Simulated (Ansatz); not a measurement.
# YSc: energy above lowest point against volume scale

Free energy against uniform scaling of the volume at fixed shape and fractions; periodic cell, basis, potentials, k mesh and filling as listed. The results are calculated, by Ansatz 0.2.0.

The cell before it is scaled or strained (space group P-6m2, No. 187):
```
CELL_PARAMETERS angstrom
3.52020 0.00000 0.00000
-1.76010 3.04860 0.00000
0.00000 0.00000 5.40410
ATOMIC_POSITIONS crystal
Y 0.00000 0.00000 0.00000
Sc 0.33333 0.66667 0.50000
```

Settings of every row: functional PBEsol; dispersion none; potentials all-electron LAPW; k mesh 9x9x6; k shift 0x0x0; occupations methfessel paxton; smearing width 0.1 eV; spin none; relativity none; SCF threshold exponent -6.

Limits: coarse k mesh, up to 40 meV an atom off; the cell comes from a prototype or a list of computed structures and needn't be the stable phase.

```csv
row,volume scale,V (Å³/atom),energy above lowest point (meV/atom)
1,0.92,26.678,2
2,0.96,27.838,0
3,1,28.998,?
4,1.04,30.157,35.2
5,1.08,31.317,68.2
```

Question: what energy above lowest point should row 3 give?

Worked fit of energy above lowest point. Take u = (V_r/V)^(2/3) − 1 with V_r = 28.998 Å³ an atom, which is twice the finite (Eulerian) strain; such expansions in the strain, on which the Birch-Murnaghan equation of state is built, carry the rest volume and the bulk modulus. The shown rows have u = 0.05717, 0.02759, -0.02579, -0.05. Least squares give energy above lowest point = 11.88 − 680.3 × u + 8894 × u² meV/atom; a straight line predicts inner rows, each left out in turn, worse (root mean square 15 against 0.33 meV/atom). The rows lie off it by -0.1, 0.1, -0.1, 0.1. Its lowest point lies at u = 0.0382, or V = 27.41 Å³ an atom, and the curvature there gives the bulk modulus at fixed shape and fractions, B = (4/9)(1 + u)² E″(u)/V = 49.8 GPa. Letting shape and atoms relax would as a rule lower it, by much in layered, chain or molecular crystals. The withheld row has u = 0, so the fit gives 11.88 − 680.3 × (0) + 8894 × (0)² = 11.9 meV/atom.

The calculation gave 11.8 meV/atom. The fit lies 0.1 meV/atom (0.15 % of the column's range) above it, one unit of the last digit.
